**Correlation and the extra electron on Si₄**

Hartree-Fock (HF) binds an extra electron to the Si₄ rhombus by about 1.6 eV, and electron correlation adds roughly 0.4 eV to that. HF gives the lowest affinity of the table because it leaves this part out. The three density functionals lie higher still, and the step from PBE to PBE0 suggests that exact exchange is a poor explanation for the low HF value.

Vertical electron affinity of Si₄ from Hartree-Fock, density functionals and frozen-core coupled cluster in the def2-TZVPD basis, computed with Ansatz 0.2.0. The neutral (charge 0) is a restricted singlet and the anion an unrestricted doublet, both in the gas phase at the neutral's r2SCAN-D4/def2-TZVP geometry.

```csv
result level,result electron affinity (eV)
HF/def2-TZVPD,1.644
PBE-D4/def2-TZVPD,2.161
r2SCAN-D4/def2-TZVPD,2.335
PBE0-D4/def2-TZVPD,2.215
CCSD/def2-TZVPD,2.012
CCSD(T)/def2-TZVPD,2.042
```

The affinity is the energy of the neutral cluster minus the energy of the anion, both at the neutral's geometry. Each of these energies can be split into an HF part and a correlation energy, which is the lowering gained when electrons avoid one another in detail and not only on average. The affinity then splits in the same way:

affinity = HF affinity + (correlation lowering of the anion − correlation lowering of the neutral)

Only the difference in the bracket counts. The correlation energy of the valence electrons is about 12 eV in either species, and nearly all of it cancels.

Coupled cluster with single and double excitations (CCSD) gives what remains. The anion gains 0.368 eV more correlation energy than the neutral, and this lifts the affinity from 1.644 to 2.012 eV. The sum must come out exactly, because CCSD is built on the HF energies, so it is no test of a model. It does show where the step comes from: the anion has one more electron to correlate, and HF misses more in the anion than in the neutral.

The gain is modest for one electron. In the neutral, the correlation energy is about 0.76 eV per valence electron on average, and the added electron brings only half as much. Theory offers two reasons. The strongest correlation is usually found between two electrons of opposite spin that share an orbital, and the newcomer sits alone in its orbital. It also occupies a low-lying level that was empty in the neutral, where the other electrons could use it to avoid one another.

A simpler correlation treatment, second-order perturbation theory (MP2), fits this picture. Opposite-spin pairs supply most of the neutral's correlation energy, yet they contribute only 0.06 eV to the gain on attachment, against 0.19 eV from same-spin pairs. The split is not clean evidence, however. The anion's HF state is not a pure doublet, and such a state already takes up some opposite-spin correlation before MP2 begins.

The same reasoning helps with related cases. An electron that enters an empty orbital finds no partner there, so HF usually underestimates its binding only moderately. The error can shrink further, or even change sign, if the neutral's own correlation relies heavily on that orbital. An electron that completes a half-filled orbital does find a partner, and the HF error is then usually larger.

The HF affinity has a fault of its own. The neutral was held in a closed-shell state that is unstable towards broken spin symmetry, so a lower HF energy exists for it. With that lower energy, the HF affinity would fall below 1.644 eV. The rise from HF to CCSD therefore belongs to this particular pair of HF states. Part of the neutral's correlation energy only repairs its poor HF description, which probably makes the rise smaller than it would be from the lower state. This is a further likely reason why the added electron seems to bring so little correlation.

Adding triple excitations, as CCSD(T) does, changes the affinity by only 0.03 eV. The triples are not small in themselves, since they lower each species by about 1.1 eV. They lower both almost equally, and the affinity keeps only the difference. So small a change is probably less than the error of the basis set and should not be read as a trend.

The functionals raise a different question. HF uses exact exchange throughout and PBE uses none, so exact exchange might seem to be what weakens the binding. PBE0 replaces a quarter of the PBE exchange by exact exchange and keeps the whole PBE correlation. If exchange alone separated HF from PBE, and its effect grew in proportion to its share, PBE0 should lie a quarter of the way down from PBE to HF:

0.75 × 2.161 eV + 0.25 × 1.644 eV = 2.032 eV

PBE0 gives 2.215 eV instead. The estimate, which contains no fitted constant, misses by 0.18 eV and even has the direction wrong, because PBE0 lies slightly above PBE. The low HF value is thus better explained by the correlation that HF lacks and PBE0 retains. This conclusion assumes that the PBE and PBE0 runs describe the same electronic states, which has not been tested. The warning of an unstable closed-shell state is listed for these rows too, although the outputs at hand confirm it only for the HF neutral.

Why PBE0 and r2SCAN both exceed PBE is less certain. One possible cause lies in the neutral. It was held in a closed shell, whereas the anion's spin-up and spin-down electrons could take different orbitals. Exact exchange tends to strengthen such spin polarisation, and r2SCAN often does so too compared with PBE. Either could then lower the anion relative to the neutral, and so raise the affinity. This is a guess, and it does not settle why r2SCAN gives the highest value of all.

The functionals lie 0.12 to 0.29 eV above CCSD(T), but that distance is not simply their error. The correlation energy of coupled cluster converges slowly with the size of the basis, and a larger basis would probably raise its affinity and narrow the gap. The runs also carry a warning that the highest occupied level lies above zero. This does not apply to the HF anion, whose highest occupied level is near −2.5 eV. In approximate functionals, such a level is a familiar result of an electron's spurious repulsion of itself, and does not by itself mean that the extra electron is unbound.

The output below lists the differences between levels, the correlation energies and the exchange estimate; nothing was fitted to any row.

Output of the analysis:

```
Affinity against two levels of the table:
                   row  above HF in eV  above CCSD(T) in eV
         HF/def2-TZVPD               0               -0.398
     PBE-D4/def2-TZVPD           0.517                0.119
  r2SCAN-D4/def2-TZVPD           0.691                0.293
    PBE0-D4/def2-TZVPD           0.571                0.173
       CCSD/def2-TZVPD           0.368                -0.03
    CCSD(T)/def2-TZVPD           0.398                    0
Step from HF to CCSD in eV: 0.368
Extra CCSD correlation energy of the anion from the outputs in eV: 0.3681
Step from CCSD to CCSD(T) in eV: 0.03
Share of the HF to CCSD(T) rise already reached by CCSD in percent: 92.46
Triples energy of the neutral in eV: -1.092
Triples energy of the anion in eV: -1.122
CCSD correlation per valence electron of the neutral in eV: 0.7567
Correlation gain of the added electron over that average as a ratio: 0.4865
MP2 gain from same-spin pairs in eV: 0.1884
MP2 gain from opposite-spin pairs in eV: 0.05905
MP2 affinity in eV: 1.891
Excess of the anion spin square over the pure doublet in hbar squared: 0.1339
PBE0 minus PBE in eV: 0.054
Plain mix of three quarters PBE and one quarter HF affinity in eV: 2.032
Plain mix minus PBE in eV: -0.1292
PBE0 minus plain mix in eV: 0.1832
r2SCAN minus PBE in eV: 0.174
r2SCAN minus PBE0 in eV: 0.12
```
